How much energy does an arsenic atom gain by turning its three 4p electrons parallel, and why does that gain grow as the square of the moment while the level that receives the electrons falls more and more slowly? Hund's first rule names the end point, the quartet with three parallel spins, and leaves the path open. A spherical spin-polarised LDA atom can follow the path, because it accepts fractional occupations and lets charge be moved from spin down to spin up in small portions.

Spherical all-electron Kohn-Sham calculations with Quantum ESPRESSO ld1.x 7.5 for the As atom, [Ar] 3d10 4s2 4p3, non-relativistic and spin-polarised, with the LDA-VWN5 functional and a point nucleus. Electrons are moved from spin down to spin up within the 4p shell, with equal spin occupations kept in all other shells; the eigenvalue and splitting are those of 4p.

```
moment (μB)  energy less that of the unpolarised state (eV)  exchange splitting (eV)  spin up eigenvalue (eV)  splitting / moment (eV/μB)
      0.000                                               0                        0                  -5.3742                         n/a
      0.750                                       -0.087525                   0.4674                  -5.5883                       0.623
      1.500                                        -0.35144                   0.9420                  -5.7656                       0.628
      2.250                                        -0.79505                   1.4248                  -5.9036                       0.633
      3.000                                         -1.4197                   1.9051                  -5.9955                       0.635
```

The moment $m$, in Bohr magnetons, is the difference $n_\uparrow - n_\downarrow$ of the 4p occupations, with the sum $N = n_\uparrow + n_\downarrow = 3$ held fixed. The energy column, $E(m)$, is the total energy less that of the atom at $m = 0$. The exchange splitting $\Delta = \varepsilon_\downarrow - \varepsilon_\uparrow$ and the spin-up eigenvalue $\varepsilon_\uparrow$ both belong to the 4p shell, and the last column is $\Delta/m$. Only the row at 3 μB, three electrons up and none down, has whole-number spin occupations and corresponds to a state of the real atom. The other rows are constrained points of one continuous family, 1.875 up and 1.125 down at 0.75 μB for example. The zero of energy, with 1.5 electrons of each spin, is such a point and no doublet, so the 1.4197 eV gained at full polarisation is a spin-polarisation energy and cannot be read as a quartet-doublet gap.

The simplest limit freezes all orbitals. Moving an electron from $4p_\downarrow$ to $4p_\uparrow$ then leaves the charge density alone, and with it the kinetic, nuclear and Hartree energies. What changes is exchange: electrons of the same spin avoid each other because the wavefunction is antisymmetric, and each parallel pair repels less by an average exchange energy $I$. The number of parallel pairs is

$$\tfrac12\left[n_\uparrow(n_\uparrow-1) + n_\downarrow(n_\downarrow-1)\right] = \tfrac12\left[\tfrac12(N^2+m^2) - N\right],$$

since $n_{\uparrow,\downarrow} = (N \pm m)/2$. At fixed $N$ only $m^2/4$ varies, which gives the Stoner form

$$E(m) = -\tfrac14 I m^2 .$$

The square needs less than this counting to justify it. Without spin-orbit coupling or a field, up and down are equivalent, so $E$ is an even function of $m$ and its expansion starts at $m^2$. The counting supplies the sign and the meaning of the coefficient. The splitting follows from Janak's theorem, $\partial E/\partial n_\sigma = \varepsilon_\sigma$. With $dn_\uparrow = -dn_\downarrow = dm/2$,

$$\frac{dE}{dm} = \frac{\varepsilon_\uparrow - \varepsilon_\downarrow}{2} = -\frac{\Delta}{2}, \qquad \text{so} \qquad \Delta = I m .$$

The energy and the splitting are therefore one piece of information given twice. Integrating $-\Delta/2$ over the five rows by Simpson's rule returns $-1.4197$ eV at 3 μB, as tabulated. Janak's theorem is built into the Kohn-Sham method, so this agreement shows that the runs are converged and mutually consistent and says nothing about the physics. The physical content lies in the last column, where $\Delta/m$ stays within 2 % of its first value from weak to complete polarisation.

One estimate shows how far a constant $I$ carries. The row at 0.75 μB alone gives $I = 0.4674/0.75 = 0.6232$ eV, with $m$ counted as a pure number. The parabola then predicts $E(3) = -0.6232 \times 9/4 = -1.402$ eV for the last row, which played no part in fixing $I$. The table has $-1.4197$ eV, so the prediction falls short by 1.2 % of the tabulated gain across a sixteenfold range of $m^2$. A least-squares fit of $-Im^2/4$ to the energies of the four polarised rows gives $I = 0.630$ eV. The tabulated gains lie between 1.2 % below this model, in the first polarised row, and 0.15 % above it, in the last, and the same $I$ gives the splittings to about 1 % of the model value. The energy misfits of 1 to 3 meV are far above the rounding of the energies, which is 0.05 meV at most, so the departure from a parabola is a real feature of the calculation.

A downward parabola has no minimum inside its range. Each step of 0.75 μB gains more than the one before, from 0.088 eV for the first to 0.625 eV for the last, and the atom stops only when the down shell is empty. This is Hund's first rule as a spherical density functional sees it. It is also the zero-bandwidth limit of the Stoner picture of a metal. In a band, polarisation lifts electrons from below the Fermi level to above it at a kinetic cost that also goes as $m^2$, with a coefficient inverse to the density of states, and a moment appears only if exchange wins. In the atom the up and down 4p levels are degenerate at $m = 0$ and the transfer itself costs nothing. The opposite limit, wide $p$ bands and paired bonds, is why elemental arsenic carries no moment although its atom carries three unpaired spins.

The frozen limit is not exact, and the rows at 0.75 and 2.25 μB, for which the same runs give energy parts, levels and radii, show how the atom relaxes. Between these two rows the total energy falls by 0.708 eV, the exchange-correlation energy falls by 0.909 eV, and everything else together rises by 0.202 eV. In this grouping exchange-correlation more than covers the gain, but a grouping is not yet a cause. The small remainder hides two large terms, a Hartree energy that rises by 5.19 eV and a sum of kinetic and nuclear energies that falls by 4.99 eV. Once the orbitals have relaxed, the electrons therefore repel each other more than before, even with exchange counted, and the lower energy appears as a stronger attraction of the contracted shell to the nucleus. Exchange is still the driving term, because with frozen orbitals only exchange and correlation change at all. The near cancellation of the two large terms is what the variational principle leads one to expect. The total charge density is even in $m$ and changes at order $m^2$; each part of the energy changes at that order, but the total is stationary against such a change and feels it only at order $m^4$. The separation of up and down orbitals is different. It is of first order in $m$, it costs kinetic energy and gains exchange at order $m^2$, and so it alters the coefficient of the parabola without altering its shape. The fitted $I$ is an effective constant that includes this response and the change in correlation energy, and the parts quoted here do not divide it into a frozen and a relaxed share.

The response reaches shells whose occupations are held unpolarised. At 2.25 μB the 4s level is split by 1.511 eV, more than the 1.425 eV of 4p itself, while 3d is split by only 0.221 eV; at 0.75 μB the order is the same. A level's splitting is, to first order, the difference of the two spin potentials averaged over its orbital, and the local exchange potential explains the pattern. For spin $\sigma$ it is $-(6\rho_\sigma/\pi)^{1/3}$ in atomic units. With total density $\rho$ and local polarisation $\zeta = (\rho_\uparrow - \rho_\downarrow)/\rho$,

$$v_\downarrow - v_\uparrow = \left(\frac{3\rho}{\pi}\right)^{1/3}\left[(1+\zeta)^{1/3} - (1-\zeta)^{1/3}\right] = \left(\frac{3\rho}{\pi}\right)^{1/3}\left[\tfrac23\zeta + \tfrac{10}{81}\zeta^3 + \dots\right].$$

In the core, where 3d has its mean radius of 0.68 bohr, $\zeta$ is small because a little spin density sits in a great deal of paired density. In the far tail $\zeta$ is large but $\rho^{1/3}$ dies away. The difference of potentials must peak in between, in the valence region. That 4s, at about 2 bohr, samples this peak slightly better than 4p, at about 2.5 bohr and with more weight in the tail, is a plausible reading of the order of the two splittings; the radii agree with it without proving it.

The same formula poses the real puzzle of the last column, which is why it drifts so little. The bracket is convex for positive $\zeta$: it starts as $2\zeta/3$ and ends at $2^{1/3}$, nearly twice the linear value. If the 4p electrons formed a gas of their own, with $\zeta = m/3$, then $\Delta/m$ would rise by 87 % between the first and the last polarised row. If the two 4s electrons share the space, $\zeta = m/5$ and the rise shrinks to 7.7 %. The table shows 1.9 %. The first picture is ruled out, and the second has the right sign and is four times too strong. Dilution by paired density is thus a likely main reason for the near constancy, because it keeps $\zeta$ lower, where the bracket is closer to linear. The estimate treats the shell as a uniform gas and cannot fix the exact share. Two further effects may work against what convexity remains. Correlation acts mainly between opposite spins, so polarisation forfeits correlation energy, and a minority electron among many majority electrons is the most strongly correlated, which pulls the down level lower. And the down orbital moves outward, by 1.9 % in mean radius between 0.75 and 2.25 μB, towards the region where the difference of potentials fades. Neither the separate sizes of these effects nor the net sign of the second is fixed by the numbers at hand.

The drift is also uneven. The splitting grows by 0.4674, 0.4746 and 0.4828 eV in the first three steps and by 0.4803 eV in the last, so the final step breaks the rising sequence by 25 times the rounding of a splitting, about 0.1 meV. The natural first correction to the parabola, $E = -I_0 m^2/4 - b m^4$, gives $\Delta/m = I_0 + 8bm^2$, whose increments from row to row would stand as 3 : 5 : 7. The ratios 0.6232, 0.6280, 0.6332 and 0.6350 have increments of 0.0048, 0.0052 and 0.0018. When the two constants are fitted by least squares to the energies of the three polarised rows with an occupied down shell, they overshoot the excluded row at 3 μB by 4.6 meV in the energy gain and by 27 meV in the splitting; including that row in the fit still leaves 10 meV in its splitting. The constants $I_0$ and $b$ move against each other from one fit to the other and carry no separate meaning. The second increment already lags the 3 : 5 rule, so the flattening sets in before the down shell is empty and grows as it empties. The cause is not fixed by these numbers. Convex exchange alone points the other way, since the bracket is steepest as $\zeta$ nears 1, which is where the outer region, with little but 4p density, is heading in the last step. Something must outweigh it there. The response of the orbitals and the opposing share of correlation are the candidates, and the table does not separate them. An effect of a few thousandths of an eV per μB may also depend on how the functional interpolates correlation between the unpolarised and the fully polarised gas, and in that case it belongs to this parametrisation more than to arsenic.

The spin-up level needs one more ingredient. In the frozen pair-counting limit the two levels would part symmetrically about a fixed centre, and $\varepsilon_\uparrow$ would fall by $\Delta/2 = 0.953$ eV at full polarisation. It falls by 0.621 eV, in steps that shrink from 0.214 through 0.177 and 0.138 to 0.092 eV, while the steps of the down level, $\varepsilon_\uparrow + \Delta$, grow from 0.253 to 0.388 eV. The centre $\bar\varepsilon = \varepsilon_\uparrow + \Delta/2$ is moving up, from $-5.3742$ eV to $-5.9955 + 1.9051/2 = -5.043$ eV. Spin symmetry makes the centre even in $m$, and the numbers follow a square closely: the shift divided by $m^2$ runs from 0.0348 to 0.0368 eV. A least-squares fit of $cm^2$ to the four shifts gives $c = 0.0366$ eV, and

$$\varepsilon_\uparrow(m) = \varepsilon_\uparrow(0) - \tfrac12 I m + c m^2$$

reproduces every row within 6 meV, all of them having entered the fits. A linear fall and a quadratic rise make the flattening.

Two causes of the rise add. The first is electrostatic. The up orbital, in the deeper potential, is more compact than the down orbital, by $2.567 - 2.535 = 0.032$ bohr at 0.75 μB and $2.614 - 2.516 = 0.098$ bohr at 2.25 μB, roughly in proportion to $m$. The surplus of electrons in the compact orbital is also proportional to $m$, so the shell as a whole shrinks at order $m^2$: the occupation-weighted 4p radius goes from 2.547 to 2.528 bohr. A shell of charge that shrinks raises the potential everywhere inside it. At the nucleus the rise is the change in the sum of occupation times $\langle 1/r\rangle$, which over all shells outside 1s comes to 0.178 eV between these two rows, 0.202 eV from 4p less small offsets led by 4s. The spin-averaged 1s level rises by 0.175 eV, known to about 0.01 eV, and the levels from 2s to 3d by 0.164 to 0.173 eV. For the core the comparison shows that screening by the contracted valence shell is of the size needed to account for the shift.

The 4p centre rises by 0.163 eV over the same interval and the 4s centre by 0.182 eV, much like the core, but the likeness may be partly accidental. A 4p electron spends much of its time outside the charge that moved, where the electrostatic rise is weaker. There the second cause takes over. The mean of the two exchange potentials is $-(3\rho/\pi)^{1/3}\,[1 - \zeta^2/9 - \dots]$, because the cube root is concave: the minority potential loses more depth than the majority potential gains. This term is again positive and quadratic, its order of magnitude for valence densities is a tenth of an eV at large moment, and it is negligible in the core. That it fills the gap for 4s and 4p is argued from the form of the functional and not read from a column.

Janak's theorem offers a second view of the same shift. The centre is $\partial E/\partial N$ at fixed $m$. If the total energy is $E_0(N) - I(N)\,m^2/4$, the centre moves by $-(dI/dN)\,m^2/4$, and so $dI/dN = -4c = -0.146$ eV per electron. A rising centre means that the exchange constant falls when 4p charge is added, which swells the shell and dilutes the spin density. This is an inference from a local slope at $N = 3$, yet it gives the direction for the cation: As$^+$ should have a clearly larger $I$ than the neutral atom.

The rule for other neighbours has two factors, the largest moment the shell allows and the compactness of the shell. Along the 4p row the largest moment is 1, 2, 3, 2, 1 from gallium to bromine, so the gain at full polarisation goes as $I/4$, $I$, $9I/4$, $I$, $I/4$, peaked at the half-filled shell and tilted by an $I$ that should grow as the shell contracts across the row. Down the group, $I$ scales with $\rho^{1/3}$, an inverse length, so nitrogen with its compact 2p shell should gain more than arsenic and antimony less, along curves of much the same shape. A half-filled 3d shell has a largest moment of five in a small volume and gains much more. Selenium would bear on the open question of the last row: its down shell keeps one electron at the largest moment, and if the flattening of $\Delta/m$ belongs to the emptying of the down shell it should be weaker there.

The spherical average limits what these energies mean for spectra. The parabola places the point with two electrons up and one down, $m = 1$, at $I(9-1)/4 = 1.26$ eV above the quartet. That point averages over determinants that belong to the $^2D$ and $^2P$ terms and to a component of $^4S$ itself, so it indicates the scale of the multiplet splitting and matches no single interval; with no spin-orbit coupling, fine structure is absent too. The absolute position of the level is poorer. For the exact functional $-\varepsilon_\uparrow$ at 3 μB would equal the ionisation energy, about 9.8 eV as a rough recalled value, and 5.9955 eV is only 0.61 of that. The missing relativistic and spin-orbit terms move a 4p level of an atom this light by some tenths of an eV at most, so the shortfall of nearly 4 eV falls to the self-interaction error of LDA, in which each electron partly repels itself and the potential decays too fast at large distance. That error depends on the occupations, which change from row to row and are fractional in all but the last, so part of it may enter the shape of $E(m)$ as well as the depth of the level. The parabola is therefore a result of LDA, and a 4p orbital that is bound too weakly will also carry some error into $I$.
